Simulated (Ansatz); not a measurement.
Au: pressure and energy change per atom against volume scale

All results are calculated (Ansatz 0.2.0). Plane-wave DFT, scalar-relativistic PAW made under PBE with cores redone for the functional, no dispersion; the given relaxed cell is scaled uniformly, energy at zero smearing counts from the unscaled cell, pressure at the given Fermi-Dirac smearing is positive in compression.

The cell before it is scaled or strained (space group Pm-3m, No. 221):
```
CELL_PARAMETERS angstrom
2.66730 0.00000 0.00000
0.00000 2.66730 0.00000
0.00000 0.00000 2.66730
ATOMIC_POSITIONS crystal
Au 0.00000 0.00000 0.00000
```

Settings of every row: spin polarised no; functional LDA; wave cutoff 420 eV; smearing width 0.1 eV; k mesh 13x13x13.

Atom starting moment: 0 on all atoms.

Limits: no spin-orbit coupling, which can matter with elements this heavy; the cell comes from a prototype or a list of computed structures and needn't be the stable phase.

| row | volume scale | V (Å³/atom) | pressure (GPa) | energy change per atom (meV) |
| --- | --- | --- | --- | --- |
| 1 | 0.88 | 16.699 | 26.99 | 169.5 |
| 2 | 0.92 | 17.458 | ? | ? |
| 3 | 0.96 | 18.217 | 6.88 | 16.47 |
| 4 | 1.04 | 19.736 | -5.11 | 11.91 |
| 5 | 1.08 | 20.495 | -9.1 | 45.64 |
| 6 | 1.12 | 21.254 | -12.14 | 95.98 |

Question: what pressure and energy change per atom should row 2 give?

Worked fit of pressure. Take u = (V_r/V)^(2/3) − 1 with V_r = 19.736 Å³ an atom, which is twice the finite (Eulerian) strain; such expansions in the strain, on which the Birch-Murnaghan equation of state is built, carry the rest volume and the bulk modulus. The shown rows have u = 0.11784, 0.05484, 0, -0.02484, -0.0482. Least squares give pressure = −5.215 + 179.71 × u + 791.1 × u² GPa; a straight line predicts inner rows, each left out in turn, worse (root mean square 2.7 against 0.23 GPa). The rows lie off it by 0.04, -0.14, 0.10, 0.09, -0.10 (root mean square 0.099 GPa). The withheld row has u = 0.0852, so the fit gives −5.215 + 179.71 × (0.0852) + 791.1 × (0.0852)² = 15.84 GPa.

The calculation gave 15.63 GPa. The fit lies 0.21 GPa (1.3 % of the value, 0.54 % of the column's range) above it; its largest miss of a shown row is 0.14 GPa.

Worked fit of energy change per atom. Take u = (V_r/V)^(2/3) − 1 with V_r = 19.736 Å³ an atom, which is twice the finite (Eulerian) strain; such expansions in the strain, on which the Birch-Murnaghan equation of state is built, carry the rest volume and the bulk modulus. The shown rows have u = 0.11784, 0.05484, 0, -0.02484, -0.0482. Least squares give energy change per atom = 10.369 − 892.311 × u + 18985.97 × u² meV; a straight line predicts inner rows, each left out in turn, worse (root mean square 64 against 3.5 meV). The rows lie off it by 0.64, -2.06, 1.54, 1.39, -1.51 (root mean square 1.5 meV). The withheld row has u = 0.0852, so the fit gives 10.369 − 892.311 × (0.0852) + 18985.97 × (0.0852)² = 72.16 meV.

The calculation gave 69.35 meV. The fit lies 2.81 meV (4.1 % of the value, 1.8 % of the column's range) above it; its largest miss of a shown row is 2.06 meV.
